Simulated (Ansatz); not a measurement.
## Au: free energy error per atom as smearing width varies

Results calculated with Ansatz 0.2.0, not measured. Plane-wave density functional theory, scalar-relativistic PAW datasets made under PBE, Gamma-centred meshes; one setting moves on a fixed relaxed cell, energies count from the zero-width extrapolation of the reference run, pressure is Pulay-corrected at fixed cutoff and positive in compression.

Structure of every row (space group Fm-3m, No. 225):
```
CELL_PARAMETERS angstrom
0.00000 2.06150 2.06150
2.06150 0.00000 2.06150
2.06150 2.06150 0.00000
ATOMIC_POSITIONS crystal
Au 0.00000 0.00000 0.00000
```

Settings of every row: spin polarised no; functional r2SCAN; wave cutoff 500 eV; k mesh 13x13x13; smearing method gaussian; reference k mesh 13x13x13; reference smearing width 0.1 eV; reference wave cutoff 500 eV; reference smearing method fermi_dirac; swept setting smearing; valence electrons per atom 19.

Atom starting moment: 0 on all atoms.

Limits: settings are moved on purpose, so some rows are far from converged; no spin-orbit coupling, which can matter with elements this heavy.

| row | smearing width (eV) | free energy error per atom (meV) | zero smearing energy error per atom (meV) | pressure (GPa) |
| --- | --- | --- | --- | --- |
| 1 | 0.01 | 0.25 | 0.25 | -0.19 |
| 2 | 0.03 | ? | ? | ? |
| 3 | 0.1 | -0.49 | 0.33 | -0.15 |
| 4 | 0.2 | -2.87 | 0.21 | -0.03 |
| 5 | 0.3 | -6.51 | -0.25 | 0.07 |

Question: what free energy error per atom should row 2 give?

Worked fit of free energy error per atom. Smearing changes a smooth quantity, to lowest order, with the square of the width, so take w² in eV². The shown rows have w² = 0.0001, 0.01, 0.04, 0.09. Their means are 0.035025 and -2.405 meV; the sums about the means are S_tt = 0.004893 and S_ty = -0.3686, whose ratio is the slope. Least squares give free energy error per atom = 0.234 − 75.34 × w² meV. The rows lie off it by 0.02, 0.03, -0.09, 0.04 (root mean square 0.052 meV). The constant, 0.234 meV, estimates the value at zero width. The withheld row has w² = 0.0009, so the fit gives 0.234 − 75.34 × (0.0009) = 0.17 meV.

The calculation gave 0.23 meV. The fit lies 0.06 meV (26 % of the value, 0.89 % of the column's range) below it; its largest miss of a shown row is 0.09 meV.

The other values of row 2: zero smearing energy error per atom 0.26 meV; pressure -0.18 GPa.
